## Why RPBE opens the gap of PbO more than revPBE

The RPBE row looks wrong. In PBE and its two variants revPBE and RPBE, exchange grows stronger where the electron density varies steeply, up to a ceiling. revPBE is PBE with that ceiling raised, while RPBE keeps the ceiling of PBE. Judged by the ceiling, RPBE should give nearly the PBE gap and revPBE a larger one. The calculation gives 1.157 eV for PBE, 1.208 eV for revPBE and 1.227 eV for RPBE, so the functional with the old ceiling moves the gap further.

Plane-wave DFT calculations with Ansatz 0.2.0 for PbO (space group P4/nmm, 4 atoms per cell) at one fixed geometry, with norm-conserving potentials, fixed occupations and no spin polarization. The gap is taken between the highest filled and lowest empty levels on an unshifted 4×4×3 k mesh.

```csv
functional,wave cutoff,density cutoff,gap on mesh (eV)
PBE,1240 eV,4960 eV,1.157
PBEsol,1142.9 eV,4571.5 eV,1.098
revPBE,1240 eV,4960 eV,1.208
RPBE,1240 eV,4960 eV,1.227
BLYP,1240 eV,4960 eV,1.274
```

The column "gap on mesh" is the distance from the highest filled to the lowest empty level among the sampled wave vectors. Since the sampling leaves out some faces of the Brillouin zone, the true gap of each functional may be somewhat smaller. The same wave vectors serve every row, which makes differences safer than absolute values. The atoms also stay in place, so no difference comes from a change in the spacing of the PbO layers.

### Two limits of the exchange energy

The exchange energy of these functionals has the form

$$E_x=\int n\,\varepsilon_x(n)\,F(s)\,d^3r,\qquad s=\frac{|\nabla n|}{2(3\pi^2)^{1/3}n^{4/3}}.$$

Here $n$ is the electron density and $\varepsilon_x$, a negative quantity, is the exchange energy per electron of a uniform gas. The reduced gradient $s$ measures how steeply the density varies on the scale of the local electron wavelength. The enhancement factor $F$ says how much stronger exchange is than in the uniform gas.

For very large $s$, $F$ approaches its ceiling $1+\kappa$, with $\kappa=0.804$ in PBE and RPBE and $\kappa'=1.245$ in revPBE. Such gradients belong mainly to the thin tails of the density outside a molecule or a surface. Inside a crystal the densities of neighbouring atoms overlap, and $s$ is mostly moderate. The ceiling is therefore the wrong place to compare the functionals.

For small $s$ the three curves start alike, as $1+\mu s^2$ with the same constant $\mu$, and differ only in how soon they bend over. Expanding the formulas that define them gives

$$F_{\rm PBE}\approx 1+\mu s^2-\frac{\mu^2s^4}{\kappa},\qquad F_{\rm RPBE}\approx 1+\mu s^2-\frac{\mu^2s^4}{2\kappa}.$$

The revPBE curve is the PBE curve with $\kappa'$ in place of $\kappa$. RPBE halves the term that bends the curve down, whereas the higher ceiling of revPBE reduces it by only about a third. At moderate gradients RPBE thus has the stronger exchange, and revPBE overtakes it only further out.

### From the curve to the gap

Measured from PBE, the two changes in $F$ have the same shape, $s^4$, and differ only in size:

$$\frac{F_{\rm revPBE}-F_{\rm PBE}}{F_{\rm RPBE}-F_{\rm PBE}}\approx 2\left(1-\frac{\kappa}{\kappa'}\right)=0.708.$$

If one small change of the energy functional is 0.708 times another, so is the change of the potential that the electrons feel. To first order the same factor then passes to the density and to every energy level. The gap has to follow, whatever the crystal does with the potential. This requires that the three runs treat the atomic cores alike, as their common cutoffs and similar energies suggest.

The estimate can be worked through for revPBE. RPBE lies 70.0 meV above PBE, so revPBE should lie above PBE by

$$0.708\times 70.0\ {\rm meV}=49.6\ {\rm meV}.$$

The computed step is 50.9 meV, which the estimate misses by about 3% of that step. The gaps of PBE and RPBE entered the estimate; that of revPBE did not.

A second quantity supports the argument. The kinetic energy of the electrons rises from PBE to revPBE by 0.72 of its rise from PBE to RPBE, close to the 0.73 found for the gap. Any gradual change along one direction would give two such quantities a common ratio, but the value near 0.7 is particular to these enhancement curves. The full formulas give 0.72 at $s=1$ and 1.175 at $s=3$, so the agreement speaks against very steep gradients as the ones that matter. The output printed after the text lists these comparisons.

### Why stronger enhancement widens the gap

The ratio fixes the relative size of the two steps, but their direction needs a physical argument. Because $\varepsilon_x$ is negative, a larger $F$ at finite $s$ lowers the energy of a density with steep slopes. An electron added to a hollow of the density fills it up, flattens the slopes and forfeits part of that gain. The potential should therefore rise around the hollows, and a state that spends more of its weight there should be pushed up more.

The computed levels are compatible with this picture but do not prove it. From PBE to RPBE the top of the valence band rises by 160 meV and the bottom of the conduction band by 230 meV. The rise that the two share leaves the gap unchanged, and only the difference of 70 meV widens it. The shared rise also depends on where the runs set the zero of energy, since an endless crystal has no outside from which to measure its levels.

Why the conduction edge responds more is less certain. The two edges are different states and need not respond alike. Among the wave vectors sampled in the RPBE run, the valence top lies at the zone centre and the conduction bottom at the point M, the middle of a vertical edge of the zone. A plausible guess is that the empty state reaches further into the hollows between the atoms. The higher kinetic energy in revPBE and RPBE agrees with a density that has become steeper, but it does not show where the two edge states sit.

### BLYP and PBEsol: a change that starts earlier

BLYP has the largest gap, 1.274 eV, and its step from PBE is 1.7 times that of RPBE. Its exchange curve differs from PBE already in the $s^2$ term, where it rises faster. The difference therefore has another shape, and no single factor can carry it over to the gap. At $s=0.5$ the exchange of BLYP exceeds that of PBE by more than three times the RPBE change, but at $s=1$ by only about 0.3 of it.

The stronger exchange at small gradients favours a wider gap, but BLYP also replaces the correlation part of the functional. The table cannot divide the step between the two. The kinetic energy adds a caution, for in BLYP it lies slightly below that of PBE although the gap is the widest. A wider gap thus need not come with a higher kinetic energy.

PBEsol departs from PBE in the opposite direction. Its $s^2$ term in exchange is little more than half as large, so exchange gains less from steep slopes, and by the argument above the gap should shrink. It does, by 59 meV. PBEsol also weakens the gradient term in correlation, which offsets part of the change in exchange.

The size of the PBEsol step should not be credited to the functional alone. This run has a lower wave cutoff, and its kinetic energy lies 107 eV below that of PBE, whereas RPBE changes it by about 5 eV. So large a jump points to different potentials for the atomic cores. The exchange–correlation energy differs by 765 eV, which suggests that the core density is treated differently too. The direction agrees with the theory, but the step mixes two changes.

### Reading a neighbouring functional

For another functional of the PBE family, the curve of $F$ at moderate $s$ is a better guide than its ceiling. If only $\kappa$ is changed, to a value between those of PBE and revPBE, the gap of this crystal should fall between their two gaps. If the $s^2$ term or the correlation changes as well, the simple scaling no longer holds, as BLYP shows.

For someone who screens materials by their gap, the choice between PBE and RPBE matters by about 6% of the PBE value here. That is a shift within one family of approximations, which as a rule gives gaps that are too small. The runs also leave out spin–orbit coupling, which acts strongly on the lead $6p$ states that contribute to the conduction band. A wider gap in this table is therefore no evidence of a better functional.

Numerical output:

```
Changes from PBE:
     row  gap meV  valence edge meV  conduction edge meV  kinetic energy eV
     PBE        0                 0                    0                  0
  PBEsol   -59.04            -163.2               -222.2             -107.2
  revPBE    50.89               117                167.8              3.512
    RPBE    69.98             160.1                  230              4.854
    BLYP    117.6             320.2                437.8            -0.3305
Largest minus smallest gap in the table (eV): 0.1767
RPBE gap above PBE gap (percent): 6.049
revPBE step over RPBE step, gap: 0.7272
revPBE step over RPBE step, valence edge: 0.7307
revPBE step over RPBE step, conduction edge: 0.7296
revPBE step over RPBE step, kinetic energy: 0.7235
Predicted revPBE step over RPBE step, small gradient limit: 0.7084
Same ratio from the full formulas at s 1.0: 0.721
Same ratio from the full formulas at s 1.5: 0.7558
Same ratio from the full formulas at s 3.0: 1.175
Predicted revPBE gap from PBE and RPBE with the limit (eV): 1.206
Predicted less computed revPBE gap (meV): -1.314
BLYP gap step in units of the RPBE step: 1.681
BLYP exchange change in units of the RPBE change at s 0.5: 3.354
BLYP exchange change in units of the RPBE change at s 1.0: 0.2869
PBEsol gap step in units of the RPBE step: -0.8437
PBEsol exchange change in units of the RPBE change at s 1.0: -3.326
PBEsol exchange change in units of the RPBE change at s 2.0: -0.9931
```
